## Choosing a level of theory for the binding of B–B–O

The atomization energy of a molecule is the energy needed to pull it apart into free atoms, here two boron atoms and one oxygen atom. It was computed as the energy of the separate atoms less that of the molecule, a linear chain B–B–O with two unpaired electrons, held at one geometry. The table compares each level with a coupled-cluster reference that gives 1051.8 kJ/mol in the same basis. A positive error means that the level binds the molecule too strongly, a negative one too weakly. As a scale for these errors, 4 kJ/mol in a reaction energy changes an equilibrium constant near room temperature by a factor of about five.

Errors in the electronic atomization energy of neutral triplet B2O (linear B–B–O), computed with Ansatz 0.2.0 in the cc-pVTZ basis at the PBE0/def2-TZVP geometry. The reference is UCCSDT(Q) in the same basis, and core electrons are left uncorrelated in the coupled-cluster levels. The prefixes R and U mark restricted (open-shell) and unrestricted orbitals.

| level | this level less the reference (UCCSDT(Q), same basis) (kJ/mol) |
| --- | --- |
| RHF | -208.05 |
| UHF | -240.10 |
| RMP2 | 90.44 |
| UMP2 | 91.74 |
| RCCSD | -33.56 |
| UCCSD | -34.63 |
| RCCSD(T) | -1.99 |
| UCCSD(T) | -2.36 |
| BCCD(T) | -1.73 |
| RCCSDT | -3.05 |
| UCCSDT | -3.39 |
| RCCSDT(Q) | -0.58 |
| PBE | 131.79 |
| r2SCAN | 109.37 |
| PBE0 | 75.23 |
| B3LYP | 52.59 |
| r2SCAN0 | 55.04 |
| wB97M-V | 47.61 |
| B2PLYP | 54.10 |
| RPA-PBE | -85.56 |

**Two shortfalls, one error.** Hartree–Fock theory lets each electron feel only the average field of the others, and in its restricted form (RHF) it loses a fifth of the binding. What it lacks is correlation, the energy gained when electrons avoid one another individually. The molecule has more of it to gain than the atoms, because bonding pairs up electrons that were unpaired in the atoms and brings more electrons close together. Every later wavefunction level recovers part of this energy, and it does so separately in the molecule and in the atoms. If $m_\text{atoms}$ and $m_\text{mol}$ are the amounts that it fails to recover, the atomization energy is wrong by

$$\Delta = m_\text{atoms} - m_\text{mol}.$$

A level that neglects the atoms more than the molecule therefore overbinds, although it finds too little correlation in both.

**The simplest guess fails.** Suppose that a level recovers the same share of the correlation energy everywhere. With UCCSD(T) as the yardstick, UMP2 recovers 93 % in the molecule, and correlation adds 238 kJ/mol to the atomization energy of unrestricted Hartree–Fock theory (UHF), which starts lower than RHF. UMP2 should then lose $0.07 \times 238 \approx 17$ kJ/mol of binding; with the yardstick's own error of −2 this makes about −19 kJ/mol. The computed error is +92, so even the sign is wrong. The same guess gives −13 kJ/mol for UCCSD, where the table has −35. The shares were taken from the molecule alone, without adjusted constants, and the printed output below sets them beside those of the atoms.

**Why MP2 overbinds.** The energies of the same calculations show where the guess breaks down: in the atoms UMP2 recovers only 79 % of the correlation energy. The restricted variant shows nearly the same gap between atoms and molecule. Theory offers a reason in the boron atom, whose filled 2s orbital lies close in energy to 2p orbitals that are mostly empty. The 2s pair can easily make use of that space, and a second-order treatment captures such strong correlation poorly. In the molecule the 2p orbitals are engaged in bonds and the effect is weaker. The calculation gives only the sum over the three atoms, so boron's part in it is argued rather than measured.

**Why CCSD underbinds.** CCSD treats correlated pairs of electrons thoroughly, which cures most of the trouble in the atoms. What it leaves out is the genuinely joint motion of three electrons. A boron atom has three valence electrons and an oxygen atom six, whereas the molecule brings all twelve together and offers many more such triples. UCCSD accordingly falls short by 47 kJ/mol in the molecule but by only 15 in the atoms. The reasoning carries over to other molecules: a coupled-cluster level that cuts off the number of electrons moving together tends to neglect the molecule more than its atoms, and so to bind too weakly. MP2 also stops at pairs, but it treats the pairs themselves much worse in the atoms than in the molecule, and here this outweighs the missing triples.

**Why full triples alone do not help.** Adding triples by perturbation theory, the "(T)" in the names, brings the error to about −2 kJ/mol. Such a correction is expected to work well where a single electron configuration dominates, as it does in this molecule. Cancellation helps too: about 5 kJ/mol of correlation are still missing in the molecule, but 3 are missing in the atoms. The far more expensive CCSDT treats triples in full, yet it ends about 1 kJ/mol further from the reference. The full treatment lowers the atoms by 3.0 kJ/mol and the molecule by only 1.9, which weakens the binding. Quadruples then more than restore it. They lower the molecule by 3.5 kJ/mol and hardly touch the atoms, since boron has too few valence electrons to form any and those of oxygen add only about 0.1 kJ/mol. CCSDT is thus half of a step whose other half is the quadruples. The restricted form of the reference level gives 0.6 kJ/mol less binding, so the distances to the reference are themselves uncertain by at least about that much. The three CCSD(T)-type levels span only about 0.6 kJ/mol, so the table gives no practical reason to prefer one of them.

**Density functionals.** All seven functionals, from PBE to B2PLYP, bind more strongly than the reference. PBE overshoots most, by 132 kJ/mol. Approximate exchange of the kind used in PBE and r2SCAN commonly favours molecules over free atoms, and replacing a quarter of it by exact exchange lowers the error by 57 kJ/mol for PBE and by 54 for r2SCAN. The gain is thus nearly a fixed amount for these two parents, not a fixed fraction of the error.

How far the functionals would miss a measured value is a different matter. Correlated wavefunction energies converge slowly with the basis, and in a triple-zeta basis they typically bind too weakly by tens of kJ/mol, while ordinary functionals converge much faster. The reference therefore probably lies too low, which inflates the positive errors. For wB97M-V, with +48 kJ/mol, a good part of the error may belong to the reference. RPA, at −86 kJ/mol, shows the underbinding for which it is known.

**Cost against gain.** The work of a conventional calculation grows with a power of the size of the molecule: about the fourth for Hartree–Fock and hybrid functionals, the fifth for MP2, the sixth for CCSD, the seventh for CCSD(T), the eighth for CCSDT and the ninth when quadruples are added by perturbation theory, as in the reference. Doubling the molecule thus makes CCSD(T) about $2^7 = 128$ times as expensive. From CCSD to CCSD(T) the price rises modestly for a molecule of this size, and the error shrinks by some 32 kJ/mol. One cycle of CCSDT, by contrast, takes several hundred times the work of a CCSD cycle, as a rough count of operations, and the result differs from that of CCSD(T) by only about 1 kJ/mol.

For an atomization energy that must be good to a few kJ/mol, the rule for this molecule is to go as far as CCSD(T) and not to stop at MP2 or CCSD. The next effort belongs to a larger basis, where tens of kJ/mol are probably at stake. Full triples become worth their price only when about 1 kJ/mol matters, and then only together with quadruples. The core electrons, left uncorrelated in the coupled-cluster levels here, commonly contribute several kJ/mol to an atomization energy, so they too deserve attention before full triples. In a reaction that keeps the same kinds of bonds, much of the error of each level can cancel, and a cheaper one may do.

Output of the analysis:

```
Share of the reference atomization energy missing in RHF, percent: 19.78
Correlation part of the atomization energy, UCCSD(T) less UHF, kJ/mol: 237.7
Correlation that UMP2 misses against UCCSD(T) in the molecule, kJ/mol: 71.21
Correlation that UMP2 misses against UCCSD(T) in the atoms, kJ/mol: 165.3
Correlation that UCCSD misses against UCCSD(T) in the molecule, kJ/mol: 46.82
Correlation that UCCSD misses against UCCSD(T) in the atoms, kJ/mol: 14.55
UMP2 share of the UCCSD(T) correlation energy in the molecule, percent: 92.95
UMP2 share of the UCCSD(T) correlation energy in the atoms, percent: 78.6
UCCSD share of the UCCSD(T) correlation energy in the molecule, percent: 95.37
UCCSD share of the UCCSD(T) correlation energy in the atoms, percent: 98.12
UMP2 error if atoms had the share of the molecule, kJ/mol: -19.12
UCCSD error if atoms had the share of the molecule, kJ/mol: -13.38
Control, RMP2 share of the RCCSD(T) correlation energy in the molecule, percent: 92.96
Control, RMP2 share of the RCCSD(T) correlation energy in the atoms, percent: 79.74
Lowering of the molecule from RHF to UHF, kJ/mol: 4.589
Lowering of the atoms from RHF to UHF, kJ/mol: 36.64
Lowering of the molecule from UCCSD(T) to UCCSDT, kJ/mol: 1.933
Lowering of the atoms from UCCSD(T) to UCCSDT, kJ/mol: 2.963
Lowering of the molecule by (Q) after UCCSDT, kJ/mol: 3.523
Lowering of the atoms by (Q) after UCCSDT, kJ/mol: 0.1327
Change of the error from PBE to PBE0, kJ/mol: -56.56
Change of the error from r2SCAN to r2SCAN0, kJ/mol: -54.33
r2SCAN0 error predicted with the constant shift of PBE to PBE0, kJ/mol: 52.81
r2SCAN0 error predicted with the common factor of PBE0 to PBE, kJ/mol: 62.43
Rough work of a CCSDT cycle over a CCSD cycle, occupied times virtual orbitals: 486
```
